Appendix. The density cusp at a silicon nucleus: a failed test and its repair

Conventions: hartree atomic units, non-relativistic Hamiltonian, clamped nuclei. ρ_av(r) is the density averaged over a sphere of radius r about one Si nucleus (Z = 14), and Z_app(r) = −½ d ln ρ_av/dr.

A.1 The condition

Near a point nucleus the −Z/r term must be cancelled by the kinetic energy, which gives Kato's condition (1957): Ψ = Ψ₀(1 − Zr) + a·r + o(r), where r is the position of one electron and Ψ₀ and a depend on the others. Then |Ψ|² = |Ψ₀|²(1 − 2Zr) + 2Re(Ψ₀* a)·r + o(r). The angular average removes the a·r term, and integration over the other electrons gives Steiner's result (1963):

dρ_av/dr at r = 0 equals −2Zρ(0), that is Z_app(0) = Z if ρ(0) > 0. (1)

Equation (1) holds for any bound eigenstate (as 0 = 0 if ρ(0) = 0), for each spin density, and for complete-basis Hartree-Fock or Kohn-Sham densities whose remaining potential is less singular than 1/r. In the crystal the neighbours add a smooth potential, and each Bloch orbital obeys the condition separately.

A.2 The wrong attempt (its conclusion is false)

W1. Equation (1) predicts Z_app(0) = 14.

W2. Take an all-electron Gaussian-basis density. As a solvable stand-in for the dominant 1s part, use e^(−Zr) = Z/(2√π) ∫ α^(−3/2) exp(−Z²/4α − αr²) dα, with α from 0 to ∞, and cut the integral at the tightest exponent A. With u = Z/(2√A) and x = r√A the result is

f(r) = ½[e^(−Zr) erfc(u − x) + e^(Zr) erfc(u + x)], ρ ∝ f². (2)

This models a dense, non-variational basis; a real discrete basis adds oscillations. Take A = 10⁵ bohr⁻², a typical magnitude for Si.

W3. Take the limit r → 0 of this density as the limit in (1).

W4. The Gaussian column below falls to zero, so Z_app(0) = 0, and "the other electrons screen the cusp away". This is wrong.

r (bohr) | Z_app, Gaussian model | Z_app, finite nucleus
1×10⁻⁴ | 0.49 | 12.4
1×10⁻³ | 4.77 | 13.98
3×10⁻³ | 11.4 | 14.00
1×10⁻² | 14.00 | 14.00

A.3 Symptoms

First, the answer is zero for every Z. Second, the collapse follows the basis: for u ≪ 1, (2) gives Z_app ≈ Z erf(r√A), so the radius where Z_app = Z/2, here 1.5×10⁻³ bohr, shrinks tenfold when A grows a hundredfold. Third, screening is far too small: with the bare 1s² value ρ(0) = 2Z³/π = 1.7×10³ bohr⁻³, the charge inside 10⁻³ bohr is 8Z³r³/3 = 7×10⁻⁶ electrons. Fourth, the local kinetic energy −½∇²f/f stays finite at the origin, so the local energy diverges as −Z/r, which no eigenfunction allows.

A.4 The faulty line

W3 exchanges two limits: (1) needs A → ∞ before r → 0. Gaussians and their Bloch sums are smooth, and the spherical average of a smooth density is even in r, ρ(0) + r²∇²ρ(0)/6 + …, so its slope vanishes for any finite A.

A finite nucleus gives the same zero for another reason: its Hamiltonian has no 1/r singularity, so (1) does not apply. For an s orbital φ of energy ε in a spherical potential V, k = −φ′/φ obeys

(r²k)′ = r²[k² − 2V + 2ε]. (3)

For a uniform sphere of radius R, V = −Z(3 − r²/R²)/2R inside. Keeping only −2V, which neglects terms of relative order ZR,

k = Z(r/R − r³/5R³) for r ≤ R, k = Z(1 − R²/5r²) for r ≥ R. (4)

An approximate rms charge radius of 3.1 fm gives R = √(5/3) × 3.1 fm = 4.0 fm = 7.6×10⁻⁵ bohr and ZR = 1.1×10⁻³. Then k(0) = 0, k(R) = 11.2, and the last column follows.

A.5 The mended calculation

Sample Z_app beyond the smoothed region and extrapolate to r = 0. The window is 1/√A = 3.2×10⁻³ ≪ r ≪ 1/Z = 0.071 bohr. At 10⁻² bohr model (2) returns 14.00, so dρ_av/dr = −28ρ(0). With the bare 1s² density this is −4Z⁴/π = −4.9×10⁴ bohr⁻⁴, an estimate at the 10% level, since a bare 2s² pair adds 1/8 to ρ(0) and screening lowers it.

Three further terms bound the test.

(a) Drift. Put V = −Z/r + W and k = Z + κr in (3): κ = [Z² + 2(ε − W(0))]/3. For the 1s² pair, to first order, W(0) = Z and ε = −Z²/2 + 5Z/8, so κ = −Z/4 = −3.5 bohr⁻², a shift of −0.035 at 10⁻² bohr. Bare filled 2s²2p⁶ shells add no term linear in r. Linear extrapolation removes this drift.

(b) Gradient-corrected functionals. For an energy density g(ρ, σ) with σ = |∇ρ|², the potential contains −2∇·(g_σ∇ρ), and ∇²ρ ≈ −4Zρ(0)/r makes it singular. With exchange −¾(3/π)^(1/3) ρ^(4/3)(1 + μs²), s = |∇ρ|/[2(3π²)^(1/3)ρ^(4/3)], and a typical μ ≈ 0.22, g_σ = −bρ^(−4/3) with b = 0.0042. The singular term −8bZρ(0)^(−1/3)/r raises the charge in (1) by about 0.04 (exchange only).

(c) Relativity. The Dirac 1s density of a point nucleus goes as r^(2γ−2)e^(−2Zr), with γ = √(1 − Z²/c²), so Z_app = Z + (1 − γ)/r. For Si, 1 − γ = 0.0052, adding 0.52 at 10⁻² bohr. This exceeds (a) and (b), and it diverges at the origin, so the test requires a non-relativistic calculation.

A.6 Size of the error

At the origin the slip loses the whole logarithmic slope, 0 in place of −28 bohr⁻¹, or 100%, for both smooth densities. At 10⁻³ bohr the Gaussian model is still 66% low and the finite nucleus 0.11% low. The value is much less affected than the slope: model (2), with its tail unchanged, has ρ(0) reduced by the factor erfc(u)² = 0.95.